## Premises

Units are Gaussian (Oe, G, erg, cm). At each **Predict**, commit to an answer before reading on.

1. The Gibbs free energy relative to the normal state, in an applied field $H\hat z$ along a long cylinder (no demagnetisation), is the isotropic Ginzburg–Landau (GL) functional
$$G=\int d^3r\Big[\alpha_0(t-1)|\psi|^2+\alpha_0\xi^2|\boldsymbol\Pi\psi|^2+\tfrac{\beta}{2}|\psi|^4+\frac{(\mathbf b-\mathbf H)^2}{8\pi}\Big],$$
with $t=T/T_c$, $\boldsymbol\Pi=-i\nabla-(2\pi/\Phi_0)\mathbf A$, $\mathbf b=\nabla\times\mathbf A$ and $\Phi_0=\pi\hbar c/e$. The pair charge is written as positive; the other sign only conjugates $\psi$.
2. Fluctuations are classical: $Z=\int\mathcal D\psi\,\mathcal D\mathbf A\,e^{-G/k_BT}$ and $f=-(k_BT/V)\ln Z$.
3. The coefficients $\alpha_0,\beta,\xi$ are constants and the sample is homogeneous.

Define $H_{c0}^2/4\pi=\alpha_0^2/\beta$, $H_{20}=\Phi_0/2\pi\xi^2$, $\kappa=H_{20}/\sqrt2H_{c0}$ and $h=H/H_{20}$. The fields $H_{c0}$ and $H_{20}$ are linear extrapolations of $H_c(T)$ and $H_{c2}(T)$ from $T_c$ to $T=0$, not the true zero-temperature fields. In zero field the mean-field energy $-\alpha_0^2(1-t)^2/2\beta$ gives the jump $\Delta C_0=\alpha_0^2/\beta T_c=H_{c0}^2/4\pi T_c$. The Ginzburg numbers are defined as
$$Gi=\frac12\Big(\frac{k_BT_c}{H_{c0}^2\xi^3}\Big)^2,\qquad Gi_2=\frac{k_BT_c}{H_{c0}^2\xi^2d},$$
the second for a film of thickness $d$. Their meaning follows from the zero-field Gaussian heat capacity $(k_B/V)\sum_{\mathbf k}(\epsilon+\xi^2k^2)^{-2}$ with $\epsilon=t-1$. It equals $k_B/8\pi\xi^3\sqrt\epsilon$ in bulk and $k_B/4\pi\xi^2d\,\epsilon$ in a film, and reaches $\Delta C_0$ at $\epsilon=Gi/2$ and $\epsilon=Gi_2$. Other conventions differ by numerical factors.

## Step 1: the spectrum of the quadratic form

The commutator is $[\Pi_x,\Pi_y]=i(2\pi/\Phi_0)b_z$. Therefore $(\Pi_x-i\Pi_y)(\Pi_x+i\Pi_y)=\Pi_x^2+\Pi_y^2-2\pi b_z/\Phi_0$, and after integration by parts
$$\alpha_0\xi^2\int|\boldsymbol\Pi_\perp\psi|^2=\alpha_0\xi^2\int|(\Pi_x+i\Pi_y)\psi|^2+\mu\int b_z|\psi|^2,\qquad \mu=\frac{\alpha_0}{H_{20}}.$$
This holds for any $b_z(\mathbf r)$. Set $b_z=H$ for now and let $\ell^2=\Phi_0/2\pi H=\xi^2/h$. The operator $a=\ell(\Pi_x+i\Pi_y)/\sqrt2$ obeys $[a,a^\dagger]=1$, and $\xi^2\Pi_\perp^2=h(2a^\dagger a+1)$. The eigenvalues of the quadratic form are
$$\alpha_0\left[\epsilon_H+2nh+\xi^2k_z^2\right],\qquad \epsilon_H=t-1+h=\frac{T-T_c(H)}{T_c},$$
with $T_c(H)=T_c(1-h)$ and $H/\Phi_0=1/2\pi\ell^2$ states per unit area in each level $n$.

**Predict.** In zero field the Gaussian heat capacity in $D$ dimensions diverges as $\epsilon^{-(4-D)/2}$. With which power does it diverge as $\epsilon_H\to0^+$ in a bulk sample?

## Step 2: projection and the lost dimensions

For $|\epsilon_H|\ll2h$ only $n=0$ is soft. Keep only states with $a\psi=0$. In the gauge $\mathbf A=\frac H2(-y,x,0)$ and with $w=(x+iy)/\ell$, one has $a\propto\partial_{\bar w}+w/4$, so
$$\psi=\varphi(w,z)\,e^{-|w|^2/4},$$
with $\varphi$ analytic in $w$. The transverse gradient term has become the constant $\alpha_0h$ inside $\epsilon_H$. The mode sum changes as
$$\int\frac{d^3k}{(2\pi)^3}\;\to\;\frac{H}{\Phi_0}\int\frac{dk_z}{2\pi}.$$
The Gaussian heat capacity is then proportional to $\int dk_z(\epsilon_H+\xi^2k_z^2)^{-2}\propto\epsilon_H^{-3/2}$, the law for $D=1$. In a film no $k_z$ is left and the law is $\epsilon_H^{-2}$, that of $D=0$. The transverse correlation length stays at $\ell$ and only the longitudinal one, $\xi/\sqrt{\epsilon_H}$, grows. This is the precise sense of the reduction by two dimensions: it concerns the propagator. The quartic term still couples orbits about different centres, so the projected model is not a set of independent chains.

**Predict.** Niobium has $\kappa$ of order one, so screening cannot be dropped. Does it add a new variable or change an old coefficient?

## Step 3: screening

By the identity of Step 1, the field-dependent terms for a projected $\psi$ are $\mu b_z|\psi|^2+(\mathbf b-\mathbf H)^2/8\pi$. They are quadratic in $\mathbf b$, so integrating over $\mathbf b$ equals minimising, up to a smooth factor. The condensate acts as a magnetisation $-\mu|\psi|^2\hat z$. With $\nabla\cdot\mathbf b=0$, a Fourier component of it produces $\delta b_z=-4\pi\mu(|\psi|^2)_{\mathbf k}\,k_\perp^2/k^2$. In bulk $k_\perp\sim1/\ell$, while $k_z^2\sim|\epsilon_H|/\xi^2$, so $k_z^2/k_\perp^2\sim|\epsilon_H|/h\ll1$ and the response is local:
$$b_z=H-4\pi\mu|\psi|^2,\qquad \mu b_z|\psi|^2+\frac{(b_z-H)^2}{8\pi}=\mu H|\psi|^2-2\pi\mu^2|\psi|^4 .$$
Since $4\pi\mu^2/\beta=H_{c0}^2/H_{20}^2=1/2\kappa^2$,
$$\beta\to\beta_e=r\beta,\qquad r=1-\frac{1}{2\kappa^2},\qquad \frac{\alpha_0^2}{\beta_e}=\frac{H_{20}^2}{4\pi(2\kappa^2-1)} .$$
Only the quartic coefficient changes, and it must stay positive: $\kappa>1/\sqrt2$. The wave functions and their number are disturbed at relative order $\delta b_z/H$, which Step 6 shows to be small. In a film with $d\ll\ell$ in a perpendicular field, $k_z\sim1/d$ exceeds $k_\perp$, the response is cut by about $d/\ell$, and $r\to1$. The projected functional is
$$G=\int d^2\rho\,dz\Big[\alpha_0\epsilon_H|\psi|^2+\alpha_0\xi^2|\partial_z\psi|^2+\tfrac{\beta_e}{2}|\psi|^4\Big].$$

**Predict.** $G/k_BT$ has three coefficients. Which rescalings are still free, and how many parameters survive?

## Step 4: rescaling in three dimensions

The transverse unit is fixed: it must be $\ell$, or the constraint $a\psi=0$ would depend on $H$. Two rescalings remain, $z=L\tilde z$ and $\psi=\psi_0\phi$, so one parameter survives. With $\boldsymbol\rho=\ell\tilde{\boldsymbol\rho}$ and $\Lambda=2\pi\ell^2L/k_BT$, demand
$$\frac{G}{k_BT}=\int\frac{d^2\tilde\rho}{2\pi}\,d\tilde z\Big[x|\phi|^2+|\partial_{\tilde z}\phi|^2+\tfrac12|\phi|^4\Big].$$
The measure $d^2\tilde\rho/2\pi$ counts flux quanta. Matching terms gives
$$\Lambda\alpha_0\psi_0^2\,\xi^2/L^2=1,\qquad \Lambda\beta_e\psi_0^4=1,\qquad x=\Lambda\alpha_0\psi_0^2\,\epsilon_H .$$
Name $\delta_3=\xi^2/L^2$. The first condition gives $\Lambda\alpha_0\psi_0^2=1/\delta_3$, hence $x=\epsilon_H/\delta_3$. Squaring this and dividing by the second condition gives $\Lambda\alpha_0^2/\beta_e=\delta_3^{-2}$. Insert $\Lambda=2\pi\xi^3/(h\,\delta_3^{1/2}k_BT)$:
$$\delta_3^{3/2}=\frac{\beta_ek_BT\,h}{2\pi\alpha_0^2\xi^3}=\frac{2r\,k_BT\,h}{H_{c0}^2\xi^3}=2r\sqrt{2Gi}\;th,$$
$$\boxed{\delta_3=2\,(r^2Gi)^{1/3}(th)^{2/3}}$$
The rescaled problem contains $x$ alone. Its free energy in units of $k_BT$ is extensive in the number of flux quanta and in the scaled length; call it $g_3(x)$ per quantum and unit length. Then $f=(k_BT/2\pi\ell^2L)\,g_3=g_3/\Lambda$, that is
$$f=\frac{\alpha_0^2}{\beta_e}\,\delta_3^2\,g_3(\epsilon_H/\delta_3)+f_{\rm sm}.$$
The measure and the cutoff on $k_z$ need a word. Define $g_3$ by subtracting $\int(dk/2\pi)\ln k^2$ per quantum. In physical units this subtraction, together with the Jacobian of the rescaling, is the free energy of the non-interacting modes at $\epsilon_H=0$. It is proportional to $TH$ times a smooth function of $T$ and goes into the background $f_{\rm sm}$. After the subtraction every $k_z$ integral converges, because one-dimensional loops of $(x+k^2)^{-1}$ do.

**Predict.** In a film with $d\ll L$ the field $\psi$ does not depend on $z$. Count again, and guess the power of $TH$ in the width.

## Step 5: two dimensions

There are now two coefficients and one free rescaling, $\psi_0$. With $\Lambda=2\pi\ell^2d/k_BT$, the conditions are $\Lambda\beta\psi_0^4=1$ and $x=\Lambda\alpha_0\psi_0^2\epsilon_H=\epsilon_H\,\alpha_0\sqrt{\Lambda/\beta}$. Thus $x=\epsilon_H/\delta_2$ with $\delta_2^{2}=\beta/\Lambda\alpha_0^2=2k_BTh/H_{c0}^2\xi^2d$:
$$\boxed{\delta_2=(2\,Gi_2\,th)^{1/2}}$$
Again $f=g_2/\Lambda=(\alpha_0^2/\beta)\delta_2^2\,g_2(x)+f_{\rm sm}$, where $f_{\rm sm}$ holds the Jacobian, a term of order $(k_BTH/\Phi_0d)\ln(TH)$. The form of $f$ is the same in both dimensions, with $\delta\propto(TH)^p$, $p=2/3$ in bulk and $p=1/2$ in the film.

Both widths exceed the zero-field ones when $h\gg Gi$ or $h\gg Gi_2$: up to numerical factors $\delta_3/Gi\sim(h/Gi)^{2/3}$ and $\delta_2/Gi_2\sim(h/Gi_2)^{1/2}$.

**Predict.** $H$ enters $f$ through $\epsilon_H$ and through $\delta$. Which dependence dominates $M=-\partial f/\partial H$?

## Step 6: magnetisation and heat capacity

Let $E=\alpha_0^2/\beta_e$. Use $\partial\epsilon_H/\partial H=1/H_{20}$ and $\partial\delta/\partial H=p\delta/H$:
$$M=-\frac{E\delta}{H_{20}}\,g'(x)-\frac{pE\delta^2}{H}\,\big[2g(x)-xg'(x)\big].$$
For $x$ of order one the second term is smaller by $\delta/h$. The projection already assumed $|\epsilon_H|\ll2h$, so it is dropped, as is the film Jacobian, which is of the same order up to a logarithm. In bulk
$$M=-\frac{H_{20}\,\delta_3}{4\pi(2\kappa^2-1)}\,g_3'(x),$$
and in the film $M=-(H_{c0}^2\delta_2/4\pi H_{20})\,g_2'(x)$. Since $g'=\langle|\phi|^2\rangle>0$, the signal is diamagnetic, and it agrees with $M=-\mu\langle|\psi|^2\rangle$ from Step 3. It also shows $\delta b_z/H\sim\delta_3/h(2\kappa^2-1)$. Because $\delta\propto(TH)^p$ and $x=[T-T_c(H)]/T_c\delta$,
$$\frac{M}{(TH)^{2/3}}=f_3\!\left[\frac{T-T_c(H)}{(TH)^{2/3}}\right],\qquad \frac{M}{(TH)^{1/2}}=f_2\!\left[\frac{T-T_c(H)}{(TH)^{1/2}}\right],$$
where $M$ is counted from the smooth background, and $f_3,f_2$ are the universal $-g'$ with material constants absorbed in both axes.

For $C=-T\,\partial^2f/\partial T^2$ at fixed $H$, each derivative through $\epsilon_H$ brings $1/T_c\delta$ and each through $\delta$ only $p/T$. To relative order $\delta/t$,
$$C=-\frac{T E}{T_c^2}\,g''(x).$$
The factors $\delta^2$ cancel.

**Predict.** As the field is raised at constant $\kappa$, what happens to the height and to the width of the anomaly in $C/T$?

The height stays and the width grows as $(TH)^p$.

## Step 7: what is known about $g_3$

**Far below, $x\to-\infty$.** Minimise $x\langle|\phi|^2\rangle+\frac12\beta_A\langle|\phi|^2\rangle^2$, with $\beta_A=\langle|\phi|^4\rangle/\langle|\phi|^2\rangle^2$ a spatial ratio. This gives $g=-x^2/2\beta_A$. For a lattice with one quantum per cell, $|\phi|^2$ has Fourier amplitudes of modulus $e^{-Q^2\ell^2/4}$, so $\beta_A=\sum_{\mathbf Q}e^{-Q^2\ell^2/2}$. The triangular lattice gives $\sum_{m,n}e^{-2\pi(m^2+mn+n^2)/\sqrt3}=1.1596$. Then $g'=-x/\beta_A$ yields
$$-4\pi M=\frac{H_{c2}(T)-H}{(2\kappa^2-1)\beta_A},$$
Abrikosov's result, because $H_{20}\epsilon_H=H-H_{c2}(T)$. The mean-field jump in field is
$$\Delta C_H=\frac{TE}{\beta_AT_c^2}=\frac{T\,(dH_{c2}/dT)^2}{4\pi\beta_A(2\kappa^2-1)}=\frac{t\,\Delta C_0}{\beta_Ar},$$
and the scaling law for calorimetry reads
$$\boxed{C/\Delta C_H=-\beta_A\,g''(x)}$$

**Far above, $x\to+\infty$.** There is one mode per flux quantum and $k$, so $g_3=\int(dk/2\pi)\ln(1+x/k^2)=\sqrt x$ and $C/\Delta C_H=\beta_A/4x^{3/2}$. In the film $g_2=\ln x$ and $C/\Delta C_H=\beta_A/x^2$.

**Between.** Use a Gaussian trial functional with mass $y>0$ in place of $x$. Its density is $\langle|\phi|^2\rangle=\int(dk/2\pi)(y+k^2)^{-1}=1/2\sqrt y$. Wick's theorem for a complex field gives $\langle|\phi|^4\rangle=2\langle|\phi|^2\rangle^2$. The Feynman–Bogoliubov inequality bounds $g_3$ from above by
$$g_v=\sqrt y+\frac{x-y}{2\sqrt y}+\frac1{4y}.$$

**Predict.** Can the optimal $y$ reach zero at finite $x$?

Setting $\partial g_v/\partial y=-(x-y)/4y^{3/2}-1/4y^2=0$ gives $y=x+y^{-1/2}$. The root is positive for every $x$, so within this approximation the divergence at $T_c(H)$ is replaced by a smooth crossover. Stationarity gives $g_v'=1/2\sqrt y$, and with $dy/dx=(1+\frac12y^{-3/2})^{-1}$,
$$-g_v''=\frac{1}{4y^{3/2}+2}.$$
At $x=0$, $y=1$ and $C/\Delta C_H=\beta_A/6=0.193$. As $x\to-\infty$, $-g_v''\to1/2$ in place of the lattice value $1/\beta_A=0.862$, so the trial state fails on the ordered side.

The next term measures its accuracy. At the optimal $y$ the self-energy insertions cancel, and second order leaves $-\frac12\cdot\frac14\cdot4\int|\mathcal G|^4$, the 4 counting contractions between two vertices. The propagator has modulus $|\mathcal G|=e^{-\tilde\rho^2/4}e^{-\sqrt y|\tilde z|}/2\sqrt y$, whose transverse factor is that of the projector on $n=0$. The transverse integral $\int(d^2\tilde\rho/2\pi)e^{-\tilde\rho^2}$ is $1/2$ and the longitudinal one is $(1/2\sqrt y)/16y^2$, so the term is $-y^{-5/2}/128$. Differentiated twice along $y(x)$, it raises $C$ by 16 % at $x=0$ and by 1.3 % at $x=2$. The variational curve is a few-per-cent tool for $x\gtrsim2$ and only a rough one at $x=0$.

The scaling law does not depend on this approximation. Any feature of the exact $g_3$, such as a maximum of $C$ or the melting of the vortex lattice, sits at a fixed $x$, so its distance from $T_c(H)$ grows as $(TH)^{2/3}$ while it lies inside the range below.

## Range of validity

1. **Level spacing.** One needs $\max(1,|x|)\,\delta\ll2h$. In bulk $\delta_3/2h=(r^2Gi\,t^2/h)^{1/3}$ and in the film $\delta_2/2h=(Gi_2t/2h)^{1/2}$, so $h\gg Gi$ or $Gi_2$. From the Gaussian sum $\sum_n(\epsilon_H+2nh)^{-3/2}$, higher levels add to the bulk $C$ a fraction $\zeta(3/2)(\delta_3/2h)^{3/2}$ of the lowest-level term at $x=1$. For $\langle|\psi|^2\rangle$ the level $n=1$ is down only by $(\delta_3/2h)^{1/2}$. That piece is nearly constant across the window; it shifts $T_c(H)$ and adds background to $M$. Hence $T_c(H)$ in a scaling plot is a fitted quantity.
2. **GL expansion.** Constant coefficients require $1-t\ll1$. Farther from $T_c$ the projected functional keeps its form near $H_{c2}(T)$, but its three coefficients vary along the line. The combination $4\pi\mu^2/\beta_e=1/(2\kappa_2^2-1)$ then defines the Maki parameter $\kappa_2(T)$ through the slope of $M$, and $r=(2\kappa_2^2-1)/2\kappa^2$. When $\kappa_2$ is near $1/\sqrt2$ a small drift is amplified, and the width goes as $[(2\kappa_2^2-1)TH]^{2/3}$, not as $(TH)^{2/3}$ alone. Screening also needs $2\kappa_2^2-1\gg\delta_3/h$.
3. **Geometry.** Bulk scaling needs a length along the field well above $L=\xi/\sqrt{\delta_3}$; a film thinner than $L$ follows the two-dimensional law. The surface sheath that survives above $H_{c2}$ on faces parallel to the field lies outside the model.
4. **Homogeneity.** A spread of $T_c$ must be below $T_c\delta$, and a relative spread of $H_{20}$ or of the applied field below $\delta/h$. Otherwise disorder enters as a second scaling variable.
5. **Classical statistics.** At low $T$ the modes with non-zero Matsubara frequency are no longer stiff compared with the static one, and the powers change.

## Illustration: pure niobium at 200 Oe

Typical inputs for pure Nb are $T_c=9.25$ K, $\gamma=7.8$ mJ mol$^{-1}$K$^{-2}$, $\Delta C_0/\gamma T_c=1.9$, molar volume $10.8$ cm$^3$ mol$^{-1}$ and $\kappa=0.80$ at $T_c$. In a clean metal $\kappa_2$ rises on cooling; the value $\kappa_2=0.90$ at the working point is assumed. Intermediate values are carried unrounded.

- $\Delta C_0=137$ mJ mol$^{-1}$K$^{-1}$ $=1.27\times10^5$ erg cm$^{-3}$K$^{-1}$.
- $H_{c0}=(4\pi T_c\Delta C_0)^{1/2}=3.84$ kOe and $H_{20}=\sqrt2\kappa H_{c0}=4.35$ kOe, a slope of $470$ Oe/K.
- $\xi=(\Phi_0/2\pi H_{20})^{1/2}=27.5$ nm and $Gi=8.6\times10^{-12}$.
- At $H=200$ Oe: $h=0.0460$, $t=0.954$, $T_c(H)=8.82$ K, $\ell=128$ nm, $2\kappa_2^2-1=0.62$, $r=0.484$.

**Predict.** In zero field the critical width $T_c\,Gi$ is below a nanokelvin. Estimate $T_c\delta_3$ to an order of magnitude.

The model gives $\delta_3=3.1\times10^{-5}$, a width $T_c\delta_3=0.29$ mK, or $H_{20}\delta_3=0.14$ Oe in a field sweep, and $L=4.9\ \mu$m. The jump is $\Delta C_H=0.23$ J mol$^{-1}$K$^{-1}$, on a normal electronic term $\gamma T=69$ mJ mol$^{-1}$K$^{-1}$. It exceeds $\Delta C_0$ because screening weakens the quartic term. On the high side:

| $x$ | $T-T_c(H)$ (mK) | $y$ | $C/\Delta C_H$ Gaussian | $C/\Delta C_H$ variational | $C$ (mJ mol$^{-1}$K$^{-1}$) |
|---|---|---|---|---|---|
| 0 | 0 | 1 | diverges | 0.193 | 45 |
| 2 | 0.58 | 2.618 | 0.102 | 0.0612 | 14 |
| 10 | 2.9 | 10.31 | 0.0092 | 0.0086 | 2.0 |

With the second-order term the entry at $x=0$ moves from 45 to 52.

The projection is safe: $\delta_3/2h=3.4\times10^{-4}$, higher levels contribute $1.7\times10^{-5}$ of $C$, and the level $n=1$ carries $0.018$ of the lowest-level density. The screening field scale $H_{20}\delta_3/(2\kappa_2^2-1)=0.22$ G is small against 200 Oe. Lattice dilation $u$ is harmless too. A coupling $-\alpha_0\eta u|\psi|^2+\frac12Ku^2$, with $\eta=d\ln T_c/d\ln V$, lowers $\beta_e$ by $\alpha_0^2\eta^2/K$. The room-temperature values $C_{11}=246.5$ GPa and $C_{12}=134.5$ GPa compiled by Blaschke give $K=(C_{11}+2C_{12})/3=171.8$ GPa, and the relative change is $E\eta^2/K=1.4\times10^{-6}\eta^2$.

The weak input is $\kappa_2$. Strict GL, $\kappa_2=\kappa$, has $2\kappa^2-1=0.28$, which gives $0.17$ mK and $\Delta C_H=0.52$ J mol$^{-1}$K$^{-1}$. The model's width is thus uncertain by a factor near two, and data at several fields should be scaled with $\Delta C_H$ and $\kappa_2$ determined field by field. As typical knowledge, roundings in niobium crystals are of the order of a millikelvin or more, so at this low field the model's $0.29$ mK is a floor that a real crystal commonly exceeds several times over: reaching it requires $H_{20}$ and the applied field to be uniform to better than $\delta_3/h=6.8\times10^{-4}$.